Palladium atoms with fewer neighbours sit closer together, yet the crystal they form is less strongly bound. From dhcp to diamond the neighbour distance shrinks by 10 %, while the energy rises by 1.4 eV per atom. One simple balance between repulsion and bonding, set by the dhcp distance, reproduces the distances in the other four structures. It fails for the energies, and a short bond is no sign of a stable structure.

Palladium in five crystal structures, each relaxed and shown for the lowest-energy magnetic start tried; energies are relative to the lowest structure listed. Calculated with Ansatz 0.2.0 using the LDA (PW92), scalar-relativistic plane-wave PAW, a 420 eV cutoff and Fermi-Dirac smearing. Volumes and bulk moduli come from equation-of-state runs.

```
        structure  space group of the relaxed cell  neighbours within 15 % of the shortest distance  smearing width    k mesh      starting moments  energy above lowest (meV/atom)  neighbour distance (Å)  volume per atom (Å³)  bulk modulus (GPa)  largest site moment (μB)        magnetic order
             dhcp                         P6_3/mmc                                               12          0.1 eV   15×15×4                  none                               0                   2.709                 14.17                 225                      0.00  no spin polarisation
              bcc                            Im-3m                                                8         0.05 eV  12×12×12    Pd +0.5 Pd -0.5 μB                              50                   2.645                 14.25                 222                      0.00          non-magnetic
omega (AlB2-type)                           P6/mmm                                               14          0.1 eV    9×9×14                  none                             118                   2.608                 14.46                 216                      0.00  no spin polarisation
     simple cubic                            Pm-3m                                                6         0.05 eV  18×18×18    Pd +0.5 Pd -0.5 μB                             601                   2.538                 16.36                 166                      0.00          non-magnetic
          diamond                            Fd-3m                                                4         0.05 eV  11×11×11  Pd +0.42 Pd +0.42 μB                            1398                   2.433                 22.13                96.7                      0.43         ferromagnetic
```

In a simple model, two forces set the distance. Neighbouring atoms repel each other, and these repulsions simply add up. The attraction is taken to come from d electrons hopping between atoms, which spreads their levels into a band. The width of that band, and the binding with it, grows only as the square root of the number of neighbours. Take away two thirds of the neighbours at a fixed distance and the repulsion drops to a third, but the attraction only to about 0.6. The remaining neighbours are therefore pulled in until repulsion catches up.

To turn this into numbers, let r be the distance from an atom to each of its neighbours and E the energy per atom:

M = Σ r⁻¹⁰
E = a M − b √M

Here a and b are the strengths of repulsion and attraction. Theory gives a hopping between d states that falls roughly as r⁻⁵, and its square enters the band width; giving the repulsion the same power r⁻¹⁰ is a simplification. The energy is lowest where √M = b/(2a). Every structure whose atoms all have the same surroundings should thus settle at the same M.

Diamond shows how this works. With Z neighbours at one distance, M is Z r⁻¹⁰, so a constant M makes r grow as the tenth root of Z. Starting from dhcp, with its twelve neighbours taken as equal, the estimate is

r = 2.709 Å × (4/12)^(1/10) = 2.43 Å

The calculation gives 2.433 Å. Besides the assumed power, only the dhcp distance went into the estimate.

The bcc row looks irregular because its printed count of 8 is too small. Six more atoms lie at 3.054 Å, just outside the 15 % limit used for counting. Each of them contributes (2.645/3.054)¹⁰, or about 0.24 of a nearest neighbour, so bcc behaves as if it had 9.4 neighbours. The tenth-root rule then gives 2.64 Å, close to the computed distance, whereas the eight nearest atoms alone would give about 2.60 Å.

The analysis printed after this text applies the rule with all neighbours out to 4 Å, again taking its one constant from dhcp; the cell shapes of dhcp and omega are those of the calculation. It predicts the other four distances to within 0.4 %. With powers of 8 or 12 in place of 10, the largest miss grows to about 2 %. This supports the balance as a description of distances, but it does not single out the hopping law: the distances mainly fix how much steeper the repulsion is than the attraction.

The same model fails for the energies. If M is the same everywhere, so is E, yet simple cubic lies 601 meV and diamond 1398 meV per atom above dhcp. A steeper repulsion would favour structures with many neighbours, as the table demands. Even then, counting nearest neighbours only, diamond should lie at most about 1.6 times as far above dhcp as simple cubic does, and the computed factor is 2.3.

The bulk modulus gives a hint of what has changed. Write the energy well as D(x⁻¹⁰ − 2x⁻⁵), where D is its depth and x the distance relative to equilibrium. Its curvature at x = 1 is 50 D, and for uniform stretching this equals 9BV, with B the bulk modulus and V the volume per atom. Hence

D = 9BV/50

By this estimate the well of simple cubic is 0.53 eV shallower than that of dhcp, and the well of diamond 1.18 eV shallower. That is more than four fifths of the computed energy difference in both cases, but the share depends on the assumed powers, whose product is the factor 50. The dhcp crystal resists strong compression somewhat less than these powers imply, so the good match may be partly luck. The relative fall of BV, 15 % for simple cubic and 33 % for diamond, does not depend on them. The stiffness of diamond also contains a change of its magnetic moment with volume. Within the model, attraction and repulsion have weakened together: their balance, and so the distance, survives while the binding fades. Why the two should weaken in step, the model does not say.

Why the binding fades can be argued from the electron count. Palladium has ten valence electrons per atom and a nearly full d band, so most antibonding d states are occupied as well. They cancel much of the bonding among the d states, and a good part of the attraction is expected to come from mixing with s and p states instead. For palladium the square-root law is therefore a useful description more than a derivation. An open network such as diamond pays off when electrons fill the bonding states and leave the antibonding ones empty, as happens with four valence electrons per atom. Palladium has far too many electrons for that. Its s and p electrons, which spread through the whole crystal, also bind better when the atoms are densely packed. Both arguments are general ones, which this calculation does not test.

Omega is the other irregular row: it is printed with 14 neighbours and still lies above bcc. That count belongs to only one of its three atoms, the one whose nearest neighbours lie at the printed 2.608 Å. Twelve of its 14 neighbours are about 9 % farther away. The other two atoms have their nearest neighbours at 2.53 Å, slightly closer than in simple cubic. Measured by M, the site with 14 neighbours has 13 % less than an atom in dhcp, while the other two sites have about 9 % more. One is starved and two are crowded, and the average comes out almost right, which is why the distance fits. The model charges only about 10 meV per atom for this mismatch, against a computed 118 meV. The rest, like the 50 meV of bcc, lies outside the model. One possible source is the detailed shape of the d band, which a model based on its width leaves out.

For practical use, treat distance and stability as separate questions. To estimate the shortest distance in another palladium crystal with four to twelve similar neighbours per atom, give each neighbour the weight (shortest distance/its distance)¹⁰. Divide the sum of the weights by 12, take the tenth root and multiply it by the dhcp distance. To rank structures, use computed energies. In the table a longer distance does go with a lower energy, but that order breaks once omega is entered with its true shortest distance, 2.53 Å. The neighbour count puts omega in the wrong place as well. The zero of energy is dhcp, a close relative of the fcc structure that palladium really adopts. The four structures above it are held in place by their imposed symmetry and may collapse if released, so their rows teach how bonding works and need not describe phases that can be made.

Small energy differences need more care than large ones. Diamond was computed as a ferromagnet, dhcp and omega without spin, and bcc and simple cubic lost the antiferromagnetic moments they started with. Palladium is close to ferromagnetism, so a ferromagnetic start and equal smearing would be worth running before the 50 meV between dhcp and bcc is put to use. The atomic datasets were made for a different functional, PBE, which may also shift the distances slightly. LDA itself tends to bind too strongly, above all in dense structures, so the distances are probably a little short and the open structures may lie somewhat too high.

Output of the analysis:

```
Distances from one number taken from dhcp:
                row  sum of r^-10 relative to dhcp  computed distance (Å)  predicted distance (Å)  miss (%)
               dhcp                              1                  2.709                   2.709         0
                bcc                          1.014                  2.645                   2.649    0.1391
  omega (AlB2-type)                          1.012                  2.608                   2.611    0.1185
       simple cubic                          1.037                  2.538                   2.547    0.3606
            diamond                          1.015                  2.433                   2.437    0.1443
Largest miss with exponent 8 (%): 2.304
Largest miss with exponent 12 (%): 1.932
bcc second-neighbour distance (Å): 3.054
bcc distance predicted from its 8 nearest neighbours only (Å): 2.606
Diamond distance relative to dhcp (%): -10.19
Diamond volume relative to dhcp (%): 56.18
Omega, sum at the site with 14 neighbours relative to dhcp: 0.8658
Omega, sum at the two sites with 11 neighbours relative to dhcp: 1.085
Omega, model cost of unequal sites, order of magnitude (meV/atom): 9.721
Computed energy ratio, diamond to simple cubic, above dhcp: 2.326
Same ratio in the model, binding as square root of neighbour number: 1.443
Same ratio in the model, limit of very weak dependence on neighbour number: 1.585
Well depth of dhcp estimated from stiffness (eV/atom): 3.582
Simple cubic, loss of depth estimated from stiffness (meV/atom): 530.8
Diamond, loss of depth estimated from stiffness (meV/atom): 1178
```
